**Promotion energies of the gallium atom by hand**

Neutral Ga in its ground configuration has full 3d and 4s shells and one $4p_{1/2}$ electron. The table lists relativistic BLYP energies of this configuration and of seven others, in which charge has been moved from 4s or $3d_{5/2}$ into 4p and all orbitals have been relaxed.

Neutral Ga atom, all-electron Kohn-Sham calculations with Quantum ESPRESSO 7.5 (ld1.x): BLYP functional, Dirac equation, point nucleus, no spin polarisation, spherical densities. Energies are differences of self-consistent total energies; the highest eigenvalue and highest level refer to occupied levels only.

| configuration | energy above the lowest configuration listed (eV) | highest eigenvalue (eV) | highest level |
| --- | --- | --- | --- |
| [Ar] (3d3/2)4 (3d5/2)6 (4s1/2)2 (4p1/2)1 | 0.000 | n/a | n/a |
| [Ar] (3d3/2)4 (3d5/2)6 (4s1/2)1.5 (4p1/2)1.5 | 3.195 | -2.9326 | 4p1/2 |
| [Ar] (3d3/2)4 (3d5/2)6 (4s1/2)1 (4p1/2)2 | 6.478 | -3.2775 | 4p1/2 |
| [Ar] (3d3/2)4 (3d5/2)5.5 (4s1/2)2 (4p1/2)1.5 | 9.025 | -3.1983 | 4p1/2 |
| [Ar] (3d3/2)4 (3d5/2)6 (4s1/2)0.5 (4p1/2)2 (4p3/2)0.5 | 9.911 | -3.4769 | 4p3/2 |
| [Ar] (3d3/2)4 (3d5/2)5.5 (4s1/2)1.5 (4p1/2)2 | 12.488 | -3.5415 | 4p1/2 |
| [Ar] (3d3/2)4 (3d5/2)5 (4s1/2)2 (4p1/2)2 | 19.933 | -3.8216 | 4p1/2 |
| [Ar] (3d3/2)4 (3d5/2)4 (4s1/2)2 (4p1/2)2 (4p3/2)1 | 47.958 | -4.8643 | 4p3/2 |

A label such as $(3d_{5/2})^{5.5}$ gives the subshell, its total angular momentum $j$ and its occupation; [Ar] is the closed core. Let $a$ be the number of electrons taken from 4s, $b$ the number taken from $3d_{5/2}$, and $c$ the number placed in $4p_{3/2}$ once $4p_{1/2}$ is full. $E$ is the energy above the lowest configuration listed and $\varepsilon$ the highest occupied eigenvalue. Rows with half-integer occupations are interpolation points, not states of the atom. The ground run puts $4p_{1/2}$ at $-2.557$ eV, with 4s lying $\Delta_s = 6.298$ eV below it, $3d_{5/2}$ lying $\Delta_d = 16.223$ eV below it, and the empty $4p_{3/2}$ lying $\xi = 0.116$ eV above it.

**(a) Derive a rule for $E(a,b,c)$ from the ground gaps and a few constants, and explain the sizes of the constants.**

*Solution.* Janak's theorem states that $\partial E/\partial n_i = \varepsilon_i$ for the self-consistent Kohn-Sham energy. Moving $dx$ electrons from level $i$ to 4p therefore costs $(\varepsilon_{4p}-\varepsilon_i)\,dx$, with the gap taken at the current occupation. If the gaps change linearly with the charge moved,

$$\frac{\partial E}{\partial a} = \Delta_s + U_s a + U_{sd} b,\qquad \frac{\partial E}{\partial b} = \Delta_d + U_d b + U_{sd} a .$$

The same $U_{sd}$ appears twice because mixed second derivatives of $E$ are equal. Integrating from the ground configuration and adding the spin-orbit splitting for charge that must enter $4p_{3/2}$ gives

$$E = \Delta_s a + \Delta_d b + \tfrac12 U_s a^2 + U_{sd}\,ab + \tfrac12 U_d b^2 + \xi c .$$

$U_s$ and $U_d$ come from the four rows with a single kind of transfer and $c=0$. A least-squares line through the origin of $E-\Delta x$ against $x^2/2$, for $x = 0.5$ and 1, gives $U_s = 0.361$ and $U_d = 7.414$ eV. The whole-electron rows alone give nearly the same by hand: $2(6.478-6.298) = 0.36$ and $2(19.933-16.223) = 7.42$. The cross constant is read from levels and uses no total energy. The 4s gap widens by 1.10 eV per 3d electron moved (row $b=0.5$) and the 3d gap by 1.11 eV per 4s electron moved (row $a=0.5$). Their agreement is demanded by the theorem, so it checks only that higher terms are small. Rounded, in eV,

$$E \approx 6.30\,a + 16.22\,b + 0.18\,a^2 + 1.1\,ab + 3.7\,b^2 + 0.12\,c .$$

The factor of about 21 between $U_d$ and $U_s$ has an electrostatic origin. With frozen spherical orbitals the Hartree energy is $\tfrac12\sum_{ij} n_i n_j F^0_{ij}$, where $F^0_{ij}$ is the Coulomb repulsion between one electron in $i$ and one in $j$. Setting $n_i \to n_i - x$, $n_p \to n_p + x$ and differentiating twice gives

$$U_i^{\rm frozen} = F^0_{ii} + F^0_{pp} - 2F^0_{ip},$$

which is the self-repulsion of the difference between the two orbital densities. It is positive, and it is small when the two densities resemble each other. The integrals of the run with $b = 0.5$ give $32.064 + 7.906 - 21.229 = 18.74$ eV for 3d and $10.960 + 7.906 - 18.162 = 0.70$ eV for 4s. The analogous cross combination $F^0_{sd} + F^0_{pp} - F^0_{sp} - F^0_{dp}$ is 2.30 eV.

The simpler system with the same algebra is a spherical capacitor. Two thin concentric shells of radii $r_i < r_p$ have $F^0_{ii} = 1/r_i$ and $F^0_{pp} = F^0_{ip} = 1/r_p$ in atomic units, so $U = 1/r_i - 1/r_p$, the inverse capacitance, and the term $\tfrac12 U x^2$ is a charging energy. The mean radii of the same run are 0.790 (3d), 2.247 (4s) and 3.139 bohr (4p). They give $(1.266-0.319)\times 27.2 \approx 26$ eV for 3d, a fair size against 18.74. For 4s they give $(0.445-0.319)\times 27.2 \approx 3.4$ eV, about five times too much, because 4s and 4p are broad clouds that overlap over most of their extent and are nothing like separate plates. Three thin shells would also make the cross constant equal to $U_s$, whereas it is three times larger. The analogy gives the order of magnitude for a compact shell emptied into a diffuse one and fails within one principal shell.

The constants of the rule are 0.51 ($U_s$), 0.48 ($U_{sd}$) and 0.39 ($U_d$) of the frozen values, with integrals taken from that one row. The numbers thus show the same ordering and a reduction to roughly a half or somewhat less. Theory names two sources. The other electrons relax toward the hole, as a dielectric fills a capacitor, and a variational response can only lower the second-order energy of a given transfer (the cross constant taken alone has no such bound). The exchange-correlation energy also has a curvature of its own. These data do not separate the two.

A companion rule follows for the 4p level. The frozen shift per electron moved is $F^0_{pp} - F^0_{ip}$, negative because the charge removed screened the nucleus better than the charge added: $7.906 - 9.081 = -1.2$ eV for 4s and $7.906 - 10.614 = -2.7$ eV for 3d. Lines through the origin, fitted to the $4p_{1/2}$ shifts of the same four rows, give smaller slopes in the same order, 0.726 and 1.268 eV:

$$\varepsilon \approx -2.56 - 0.73\,a - 1.27\,b \quad (+\,0.12 \text{ if the highest level is } 4p_{3/2}).$$

**(b) Estimate $E$ and $\varepsilon$ for $(3d_{5/2})^5(4s)^2(4p_{1/2})^2$ and for $(3d_{5/2})^{5.5}(4s)^{1.5}(4p_{1/2})^2$.**

*Solution.* The first has $a=0$, $b=1$, $c=0$, so $E = 16.22 + 3.70 = 19.92$ eV against 19.933, low by 0.07 % of the table value, and $\varepsilon = -2.56 - 1.27 = -3.83$ eV against $-3.822$. This row entered both fits and dominates the fit of $U_d$, so the agreement is no prediction. What it shows is the weight of the charging term: the ground gap alone is 18.6 % short of the table value. For the whole-electron 4s row the same shortcut is only 2.7 % short.

The second has $a = b = 0.5$, $c=0$ and took no part in either fit. Term by term:

- gaps: $6.30\times0.5 + 16.22\times0.5 = 3.150 + 8.110 = 11.260$
- 4s charging: $0.18\times0.25 = 0.045$
- 3d charging: $3.7\times0.25 = 0.925$
- cross term: $1.1\times0.25 = 0.275$

The sum is 12.505 eV against 12.488, high by 0.017 eV or 0.14 % of the table value. The cross term can be checked from the table alone. The two separate half transfers cost $3.195 + 9.025 = 12.220$ eV, and doing both costs 0.268 eV more. This excess is $U_{sd}/4$, so $U_{sd} = 4\times0.268 = 1.07$ eV, close to the value read from the levels. Two promotions into the same shell are therefore not additive here, and the excess is six times the 4s charging term. The level rule gives $-2.56 - 0.365 - 0.635 = -3.56$ eV against $-3.542$.

The level rule also removes two apparent irregularities of the eigenvalue column. The row with $b=0.5$ stands higher in energy than the row with $a=1$ but has the shallower level, $-3.198$ against $-3.278$ eV, because half a 3d electron at 1.27 eV shifts 4p less than a whole 4s electron at 0.73 eV. The row with $a=1.5$ lists $4p_{3/2}$ at $-3.477$ eV; its $4p_{1/2}$ level lies at $-3.622$ eV, deeper than that of the mixed row, the reverse of the order in the column.

**(c) How accurate are the rules over the table, where do they fail, and why?**

*Solution.* Six of the seven promoted rows are met within 0.017 eV, at most 0.14 % of the table value. Four of the six were fitted with two constants, so the evidence of predictive power is two rows: the mixed one and $a=1.5$, where the rule gives 9.915 against 9.911 eV. Totals of this program under gradient-corrected functionals carry a known error of 0.005 to 0.024 eV each, and how far it cancels between configurations is untested, so residuals of this size should not be ranked. The ground gaps with the splitting but no curvature fall short in every row, by 1.4 to 4.0 % when only 4s is emptied and by 9.8 to 32.1 % when 3d is.

The failure is the row with $b=2$, where the rule gives $32.44 + 14.80 + 0.12 = 47.36$ eV against 47.958, low by 0.60 eV or 1.25 %. Two effects add. The 4p splitting is not constant: it is 0.171 eV at $b=1$ and 0.229 eV at $b=2$, the standard growth of spin-orbit coupling in an orbital drawn toward the nucleus, and the mean radius of $4p_{1/2}$ does shrink by 22.9 % from $b=0$ to $b=2$. The second electron enters $4p_{3/2}$ over that interval and pays the mean, 0.20 eV, which is 0.08 eV more than the rule allows. That is about an eighth of the error.

The rest is seen in the levels: the 3d gap does not grow linearly. Its slope is 7.364 eV over $b = 0$ to 0.5, 7.704 over 0.5 to 1 and 8.240 over 1 to 2. Writing the slope as $U_0 + Wb$ and using only the first two intervals, centred at 0.25 and 0.75, gives $W = (7.704-7.364)/0.5 = 0.68$ eV and $U_0 = 7.364 - 0.25\times0.68 = 7.194$ eV. The energy becomes $\Delta_d b + \tfrac12U_0b^2 + \tfrac16 W b^3$. At $b=1$ this is $16.223 + 3.597 + 0.113 = 19.933$ eV, equal to the table without any total energy as input (the last digit should be counted as luck). At $b=2$ it is $32.446 + 14.388 + 0.907 = 47.741$ eV, and with the mean splitting, which draws on the $b=2$ run itself, 47.94 against 47.958. One cubic term and the larger splitting thus account for the misfit.

Why the slope rises is less clear. The $3d_{5/2}$ orbital contracts by 10.1 % in mean radius from $b=0$ to $b=2$, which raises $F^0_{dd}$. But 4p contracts more than twice as much, and $F^0_{dp}$ enters with weight $-2$, so contraction pushes the frozen value both ways and need not raise it. Weaker screening of the 3d hole by tightened outer shells is a candidate that these runs neither prove nor exclude. With half a 4s electron already moved, 4s and 4p are tighter and the 3d gap widens slightly less over the first half 3d electron, but the frozen value is lower too, 18.52 against 18.74 eV, so the comparison does not isolate the screening. The cause is left open. The 4s slope drifts the other way, from 0.366 through 0.330 to 0.318 eV, too little to matter against a gap of 6.3 eV.

The cubic term also sets the accuracy of the Slater transition-state estimate, in which the gap at half transfer stands for the whole-electron energy. The midpoint gap is $\Delta + U_0/2 + W/8$ and the energy is $\Delta + U_0/2 + W/6$, so the midpoint falls short by $W/24 = 0.028$ eV. The runs give 19.904 against 19.933 eV for 3d to 4p, short by 0.029. For 4s to 4p they give 6.481 against 6.478, an excess whose sign fits the falling slope but whose size is below the known error of the totals.

The level rule holds within 0.018 eV for the five rows whose highest level is $4p_{1/2}$, four of them fitted. It is too deep by 0.058 eV at $a=1.5$ and by 0.116 eV at $b=2$. At $b=2$ the fixed splitting explains $0.229 - 0.12 = 0.109$ eV, and $4p_{1/2}$ itself stays close to the line. At $a=1.5$ the splitting, 0.145 eV, explains only 0.025, and the remainder is a $4p_{1/2}$ shift of $-1.064$ eV where the rule has $-0.73\times1.5 = -1.095$. These eigenvalues measure slopes of the energy; for a functional like BLYP the ground value is well known to lie far above minus the ionisation energy and is no estimate of it.

The tested range is neutral Ga with $a \le 1.5$ or $b \le 1$, plus one mixed point; beyond one 3d hole the cubic term is needed. The rule reproduces spherical, spin-unpolarised occupations. The 6.478 eV of $(4s)^1(4p_{1/2})^2$ is therefore not the energy of the $4s4p^2$ quartet, which gains exchange energy from three parallel spins and lies lower; multiplet splitting would have to be added before any comparison with spectra or any verdict on the functional.

For a neighbouring case the constants must be found afresh, but their pattern can be guessed. The relative weight of the charging term is $Ux/2\Delta$. A transfer between overlapping shells of the same principal quantum number should have a small $U$, and the ground eigenvalue gap should then be a slight underestimate. A transfer from a compact d shell into a diffuse valence shell should have a $U$ of several eV, smaller for a more extended d shell such as 4d and larger for a tighter one. If the reduction found in Ga carries over, which these rows cannot show, four to five tenths of $F^0_{ii} + F^0_{pp} - 2F^0_{ip}$ is a starting value.
